## Appendix: Using the f-sum rule to replace excited states. Cost and accuracy for hydrogen

### A.1 The sum rule

Let $H=\sum_j \mathbf p_j^2/2m+V(\mathbf r_1,\dots,\mathbf r_N)$, with external potential and interaction both local, so that $V$ commutes with every function of the positions. For $\hat n_{\mathbf q}=\sum_j e^{-i\mathbf q\cdot\mathbf r_j}$ the shift $e^{i\mathbf q\cdot\mathbf r}\mathbf p\,e^{-i\mathbf q\cdot\mathbf r}=\mathbf p-\hbar\mathbf q$ gives $[e^{-i\mathbf q\cdot\mathbf r},\mathbf p^2]=e^{-i\mathbf q\cdot\mathbf r}(2\hbar\,\mathbf q\cdot\mathbf p-\hbar^2q^2)$. The commutator with $e^{i\mathbf q\cdot\mathbf r}$ shifts $\mathbf p$ by $+\hbar\mathbf q$ in the bracket and subtracts the unshifted bracket, which leaves $2\hbar^2q^2$ per electron:

$$[[\hat n_{\mathbf q},H],\hat n_{-\mathbf q}]=N\hbar^2q^2/m .\tag{A1}$$

The ground-state expectation value of the left side is $\sum_n E_{n0}\,(|\langle n|\hat n_{-\mathbf q}|0\rangle|^2+|\langle n|\hat n_{\mathbf q}|0\rangle|^2)$, where $E_{n0}=E_n-E_0$ and the sum includes the integral over the continuum. With time-reversal symmetry the states can be chosen real and the two terms are equal. We use the retarded response $\delta n=\chi\,\delta v$, normalised to a volume $\Omega$, for which ${\rm Im}\,\chi(\mathbf q,\mathbf q,\omega)=-(\pi/\Omega)\sum_n|\langle n|\hat n_{-\mathbf q}|0\rangle|^2\delta(\hbar\omega-E_{n0})$ at $\omega>0$. Then

$$-\frac{2}{\pi}\int_0^\infty\omega\,{\rm Im}\,\chi(\mathbf q,\mathbf q,\omega)\,d\omega=\frac{\bar n q^2}{m},\qquad \bar n=N/\Omega .\tag{A2}$$

For general $\hat A=\sum_j a(\mathbf r_j)$ and $\hat B=\sum_j b(\mathbf r_j)$ the same algebra gives $[[\hat A,H],\hat B]=(\hbar^2/m)\sum_j\nabla a\cdot\nabla b$. The leading term of the spectral representation at large complex frequency is $\langle[[\hat A,H],\hat B]\rangle/(\hbar\omega)^2$, and two partial integrations turn it into $\chi(\mathbf r,\mathbf r',\omega)\to\nabla\cdot\nabla'[n(\mathbf r)\delta(\mathbf r-\mathbf r')]/(m\omega^2)$. The choice $a=b=z$, which is the order $q^2$ of (A1), yields the Thomas–Reiche–Kuhn rule $\sum_n f_n=N$ with $f_n=2mE_{n0}|\langle n|\sum_j z_j|0\rangle|^2/\hbar^2$. The Kohn–Sham response has the same density and a local potential, hence the same $\omega^{-2}$ term. Nonlocal potentials add a term to (A1) and are excluded here.

The rule fixes the total strength at no cost. The practical question is how much explicit work on excited states it saves.

### A.2 The model and its exact answer

We use Hartree atomic units, a nonrelativistic electron and a fixed proton. For one electron the exact Hartree and exchange-correlation kernels cancel, so $\chi=\chi_s$. With $\varepsilon_n=E_{n0}$, $d_n=\langle np_0|z|1s\rangle$, $f_n=2\varepsilon_nd_n^2$ and $S(k)=\sum_n f_n\varepsilon_n^k$, the target is

$$T(s)=\sum_n\frac{d_n^2}{\varepsilon_n+s}=\langle\phi|(H_p+\tfrac12\kappa^2)^{-1}|\phi\rangle,\qquad \kappa^2=1+2s,\tag{A3}$$

for $s>-3/8$, where $H_p=-\frac12\partial_r^2+r^{-2}-r^{-1}$ and $\phi=(2/\sqrt3)\,r^2e^{-r}$ is the radial function of $z|1s\rangle$. The dynamic polarisability is $\alpha(\omega)=T(-\omega)+T(\omega)$. We take a resonant term, $s_1=-5/18$ (photon energy 7.56 eV, below the first line), and an antiresonant term, $s_2=3/2$ (40.8 eV).

The Sturmian functions $v_n=(2\kappa r)^2e^{-\kappa r}L^{3}_{n-2}(2\kappa r)$, $n\ge2$, obey $(H_p+\kappa^2/2)v_n=(n\kappa-1)v_n/r$ and $\int v_nv_{n'}\,dr/r=n(n^2-1)\delta_{nn'}$, so the resolvent is diagonal in them. The generating function of the Laguerre polynomials gives $\langle v_n|\phi\rangle=16\kappa^2n(n^2-1)(2-n\kappa)\beta^{\,n-3}/[\sqrt3(1+\kappa)^6]$ with $\beta=(1-\kappa)/(1+\kappa)$, and therefore

$$T=\frac{256\,\kappa^4}{3(1+\kappa)^{12}}\sum_{n=2}^\infty\frac{n(n^2-1)(2-n\kappa)^2}{n\kappa-1}\,\xi^{\,n-3},\qquad \xi=\beta^2 .\tag{A4}$$

At $\kappa\to1$ only $n=2,3$ survive and $T(0)=9/4$, so $\alpha(0)=S(-2)=9/2$. For half-integer $\nu=1/\kappa$, polynomial division leaves geometric sums and one inverse hyperbolic tangent. The values $\kappa=2/3$ ($\xi=1/25$) and $\kappa=2$ ($\xi=1/9$) give

$$T(s_1)=\frac{835020+5038848\ln\frac32}{390625}=7.367928,\qquad T(s_2)=\frac{1284-256\ln2}{2187}=0.505969 .\tag{A5}$$

Near $\kappa=1/n$ one has $\varepsilon_n+s\simeq(n\kappa-1)/n^2$ with $\varepsilon_n=\frac12(1-n^{-2})$, and the residue of (A4) is

$$d_n^2=\frac{256\,n^7(n-1)^{2n-5}}{3(n+1)^{2n+5}},\qquad f_n\to\frac{C}{n^3},\quad C=\frac{256}{3e^4}=1.5629 .\tag{A6}$$

The first line has $f_2=0.4162$ and the whole Lyman series sums to 0.5650, so the f-sum rule assigns 0.4350 to the continuum. In the same way $S(-1)=2\langle z^2\rangle=2$ and $S(-2)=9/2$ leave continuum shares of 0.283 and 0.186. The standard continuum density, with $\varepsilon=\frac12(1+k^2)$, is $df/d\varepsilon=\frac{256}{3}(1+k^2)^{-4}e^{-4\arctan(k)/k}/(1-e^{-2\pi/k})$, and its integrals reproduce these shares. It falls as $128/(3\pi k^7)\propto\varepsilon^{-7/2}$, with a relative correction $-\pi/k$, so $S(k)$ diverges for $k\ge5/2$.

All methods below are quadratures for one measure. With $t=1/\varepsilon$ and weights $f$,

$$T(s)=\sum f\,g(t),\qquad g(t)=\frac{t^2}{2(1+st)},\qquad 0<t\le 8/3,\tag{A7}$$

and the f-sum rule is the statement that the measure has unit mass. The continuum fills $[0,2]$ and the lines accumulate at $t=2$ from above.

### A.3 Three methods and their errors

The relative error is $\delta=1-T_{\rm approx}/T$, against (A5).

**A. Sum over bound states.** Keep the $K$ lowest lines, $n\le N_{\max}=K+1$. The omitted terms are positive. By (A6) the omitted Rydberg lines contribute $C/[\kappa^2(N_{\max}+\frac12)^2]$ to leading order, so $\delta$ approaches a floor, the continuum share of $T$, as $K^{-2}$.

**B. Closure by sum rules.** Keep $K$ lines and place the remaining strength in one pole fixed by $S(0)$ and $S(-1)$. With $F_K=1-\sum f_n$ and $D_K=1-\sum d_n^2$ over the kept lines, the pole lies at $\bar\varepsilon=F_K/2D_K$ and adds $D_K/(\bar\varepsilon+s)$. For $K=0$ this is the Unsöld approximation, $\bar\varepsilon=1/2$. The pole sits at the mean $\bar t=1/\bar\varepsilon$ of the remaining measure, so a second-order Taylor expansion of $g$, with $g''=(1+st)^{-3}$, gives the absolute error

$$\Delta_B=\frac{\sigma_K}{2(1+s\tau)^3},\qquad \sigma_K=\sum_{\rm rest}f\,(t-\bar t)^2,\tag{A8}$$

for some $\tau$ in the remaining support. The spread $\sigma_K$ needs only $S(-2)$. It starts at $\sigma_0=9/2-4=1/2$ and ends at $\sigma_\infty=0.0981$, the spread of the continuum alone. Method B thus has a floor as well, approached as $K^{-2}$. Setting $\tau=\bar t$ estimates it as $2.6\times10^{-2}$ for $s_1$ and $3.8\times10^{-3}$ for $s_2$; the exact floors are in the table below.

**C. Gauss quadrature by inverse Lanczos.** Replace the measure by $M$ poles that reproduce $S(0),S(-1),\dots,S(1-2M)$. Positive moments cannot serve, since they diverge. Write $A=H_p+\frac12=LL^T$ on a mesh, with $L$ the Cholesky factor, and run the Lanczos recursion for $L^{-1}L^{-T}$ from $x_0=\sqrt2L^T\phi$. Its moments are $2\langle\phi|A^{1-k}|\phi\rangle=S(-k)$, and the f-sum rule is the normalisation $|x_0|^2=1$. For hydrogen $A^{-1}$ maps $r^2e^{-r}$ times a polynomial onto the same form with the degree raised by one, and the vectors $L^{-T}x_k$ are orthogonal in $\langle u|A|v\rangle$. They are therefore the Sturmians with $\kappa=1$, and the Laguerre recurrence gives the Jacobi matrix $J$ in closed form:

$$a_k=\frac{k+2}{k+1},\qquad b_k^2=\frac{k+4}{4(k+2)},\qquad T_M=[g(J_M)]_{00},\tag{A9}$$

with diagonal $a_k$, off-diagonal $b_k$ and $k=0,1,\dots$. For $M=1$ this is B with $K=0$. For $M=2$ the poles are $\varepsilon=2/5$ and $1$ with strengths $2/3$ and $1/3$, which already give $\alpha(0)=9/2$. The Gauss remainder is $b_0^2\cdots b_{M-1}^2\,g^{(2M)}(\tau)/(2M)!$ with $g^{(2M)}/(2M)!=s^{2M-2}/[2(1+s\tau)^{2M+1}]\ge0$. All three methods are thus lower bounds for $s>-3/8$.

The rate follows from the continued fraction. Since $g=[(1+st)^{-1}-1+st]/2s^2$, only $\Phi_M=[(1+sJ_M)^{-1}]_{00}$ changes with $M$. The determinants $Q_M=\det(1+sJ_M)$ obey $Q_{M+1}=(1+sa_M)Q_M-s^2b_{M-1}^2Q_{M-1}$, and $\Phi_{M+1}-\Phi_M=\prod_{k<M}s^2b_k^2/(Q_MQ_{M+1})$. For large $M$, $a\to1$ and $b^2\to\frac14$, and the characteristic roots are $\lambda_\pm=(1\pm\kappa)^2/4$. The $1/M$ terms of (A9) give $Q_{M+1}/Q_M=\lambda_+[1+(1-\nu)/M]$, so successive increments have the ratio $\xi(1+2\nu/M)$ and

$$\delta_C\propto M^{2\nu}\,\xi^{M}.\tag{A10}$$

There is no floor. The limiting rate is set by the continuum interval $[0,2]$, and the lines enter through the power $M^{2\nu}$.

### A.4 Work and memory

Each radial function lives on a mesh with $p$ points per lobe, on which $H_p$ is tridiagonal of dimension $D$. The state $np$ has $n-1$ lobes, and the last vector of C has $M$. Work $W$ is counted in floating-point operations and memory in numbers stored, both in units of $p$. The errors quoted are those of the methods on an exact mesh. The mesh error must be pushed below the target by raising $p$, which multiplies all costs alike and drops out of their ratios.

*A and B.* One Rayleigh-quotient iteration takes a tridiagonal solve ($8D$), two scalar products ($4D$) and a scaling ($D$), in all $13D$. We assume three iterations per state. With the dipole product ($2D$) a state costs $41D$, and with $D=n-1$ the sum is $W_A=41K(K+1)/2$. B adds the product $\langle\phi|\phi\rangle$ on a one-lobe mesh, $W_B=W_A+2$, while $S(0)$ is free. States are done one at a time and six vectors are held (two diagonals, pivots, two iterates, $\phi$), so memory is $6K$.

*C.* The factorisation ($4D$) and the start vector ($3D$) are paid once. A full step takes two bidiagonal solves ($6D$), the product for $a_k$ ($2D$), two vector updates ($4D$), a norm ($2D$) and a scaling ($D$), in all $15D$. The last coefficient is $|L^{-T}x_{M-1}|^2$ and costs $5D$. With $D=M$, $W_C=(15M-3)M$ for $M\ge2$. Memory is $5M$ (two diagonals of $L$, three vectors). The continued fraction itself takes $O(M)$ operations, independent of $p$, and is neglected. One recursion, like one set of states, serves every $s$.

Both costs are quadratic in the number of poles, so the error laws decide. By (A10), $M\simeq\ln(1/\delta)/\ln(1/\xi)$ and $W_C\propto\ln^2(1/\delta)$. For A and B no work passes the floor. If A were completed by an exact continuum integral at no charge, the Rydberg tail would still leave $\delta\simeq c/(N_{\max}+\frac12)^2$ with $c=C/\kappa^2T=0.477$ ($s_1$) and $0.772$ ($s_2$), hence $W\propto1/\delta$.

### A.5 Results

| Method | poles | $W$ | memory | $\bar\varepsilon$ | $\delta(s_1)$ | $\delta(s_2)$ |
|---|---|---|---|---|---|---|
| A | $K=1$ | 41 | 6 | | 0.225 | 0.415 |
| A | $K=2$ | 123 | 12 | | 0.153 | 0.325 |
| A | $K=3$ | 246 | 18 | | 0.131 | 0.294 |
| A | $K=4$ | 410 | 24 | | 0.121 | 0.279 |
| A | $K=\infty$ | | | | 0.104 | 0.252 |
| B (C, $M=1$) | $K=0$ | 2 | 1 | 0.500 | 0.389 | $1.18\times10^{-2}$ |
| B | $K=1$ | 43 | 6 | 0.656 | $6.55\times10^{-2}$ | $7.03\times10^{-3}$ |
| B | $K=2$ | 125 | 12 | 0.709 | $4.07\times10^{-2}$ | $5.97\times10^{-3}$ |
| B | $K=3$ | 248 | 18 | 0.732 | $3.36\times10^{-2}$ | $5.58\times10^{-3}$ |
| B | $K=4$ | 412 | 24 | 0.743 | $3.05\times10^{-2}$ | $5.38\times10^{-3}$ |
| B | $K=\infty$ | | | 0.767 | $2.53\times10^{-2}$ | $5.02\times10^{-3}$ |
| C | $M=2$ | 54 | 10 | | $4.33\times10^{-2}$ | $1.40\times10^{-3}$ |
| C | $M=3$ | 126 | 15 | | $3.64\times10^{-3}$ | $1.71\times10^{-4}$ |
| C | $M=4$ | 228 | 20 | | $2.61\times10^{-4}$ | $2.11\times10^{-5}$ |
| C | $M=5$ | 360 | 25 | | $1.69\times10^{-5}$ | $2.59\times10^{-6}$ |
| C | $M=6$ | 522 | 30 | | $1.02\times10^{-6}$ | $3.16\times10^{-7}$ |

The step from A to B shows what the sum rules are worth. Two extra units of work lower the error at $K=1$ by a factor 3.4 for the resonant term and 59 for the antiresonant one. At $s_2$ the closure without any excited state is more accurate than the complete Lyman series, because a quarter of $T(s_2)$ comes from the continuum. At $s_1$ the order is reversed for $K=0$: the single pole at 0.5 lies too far from the $2p$ line at 0.375, which dominates the resonant term. The estimate from (A8) is close to the floor at $s_1$ and low by a quarter at $s_2$, where $(1+st)^{-3}$ varies strongly over $[0,2]$. For C the last error ratios in the table are 0.061 and 0.122, above the limits $\xi=0.040$ and $0.111$, as the factor $M^{2\nu}$ in (A10) requires, and further above for $\nu=3/2$ than for $\nu=1/2$.

### A.6 Choice

Cheapest method for a stated accuracy ($W$ in brackets):

| $\delta\le$ | $s_1$ | $s_2$ |
|---|---|---|
| $10^{-1}$ | B, $K=1$ (43) | B, $K=0$ (2) |
| $10^{-2}$ | C, $M=3$ (126) | B, $K=1$ (43) |
| $10^{-3}$ | C, $M=4$ (228) | C, $M=3$ (126) |
| $10^{-5}$ | C, $M=6$ (522) | C, $M=5$ (360) |

Method A reaches none of these targets. With a free and exact continuum it would reach $10^{-3}$ at $K=21$ ($W=9471$) for $s_1$ and $K=27$ ($W=15498$) for $s_2$, which is 42 and 123 times the work of C.

Best method inside a budget, the same for both values of $s$:

| $W\le$ | choice | $\delta(s_1)$ | $\delta(s_2)$ |
|---|---|---|---|
| 10 | B, $K=0$ | 0.389 | $1.18\times10^{-2}$ |
| 50 | B, $K=1$ | $6.55\times10^{-2}$ | $7.03\times10^{-3}$ |
| 100 | C, $M=2$ | $4.33\times10^{-2}$ | $1.40\times10^{-3}$ |
| 250 | C, $M=4$ | $2.61\times10^{-4}$ | $2.11\times10^{-5}$ |
| 600 | C, $M=6$ | $1.02\times10^{-6}$ | $3.16\times10^{-7}$ |

Memory grows linearly for all methods and alters no choice. The entries near $W\approx50$ depend on the assumed iteration count, since B with $K=1$ and C with $M=2$ differ in cost by a factor of only 1.26. With five iterations per state B at $K=1$ costs 69, C with $M=2$ takes both of its places in the accuracy table, and the budget of 50 buys only $K=0$. With one iteration, enough when the energies are known, B costs 17, 47 and 92 for $K=1,2,3$; it then fills the budget of 50 with $K=2$ and wins the budget of 100 at $s_1$. The other entries of C rest on the floors of A and B, or on gaps of two orders of magnitude in error, and do not depend on this count.

The ranking changes at a line. The lowest pole of C lies at 0.5, 0.4 and 0.3811 for $M=1,2,3$, above the exact 0.375. As $s\to-3/8$ the exact $T$ diverges while $T_M$ stays finite, so $\delta_C\to1$ at fixed $M$, whereas A and B with $K\ge1$ contain the exact pole and have $\delta\to0$. Positions and strengths of individual lines need explicit states. Smooth functionals of the spectrum are cheaper by quadrature.

The errors refer to the model. The motion of the proton rescales $T$, at fixed $s$ in reduced units, by the inverse cube of the reduced mass, a relative change $3m/M_{\rm p}=1.6\times10^{-3}$, and relativistic corrections are of order $\alpha_{\rm fs}^2=5.3\times10^{-5}$. For the real atom the first must be included before $M=4$ at $s_1$ or $M=3$ at $s_2$ is worth its cost.

The tables carry over unchanged to a hydrogenic donor in effective-mass theory, where (A1) holds for the envelope function with $m^*$ in place of $m$. Typical values for GaAs, $m^*=0.067\,m$ and a static dielectric constant of 12.9, give the model an energy unit of 10.96 meV, a length unit of 10.2 nm and a binding energy of 5.48 meV, a few per cent below the typical donor binding energy of about 5.8 meV. The two values of $|s|$ become 3.04 and 16.4 meV. In this model 43.5 per cent of the intraband strength of the donor electron lies in photoionisation to the conduction band, so a far-infrared response built from bound donor levels alone has the floors of method A.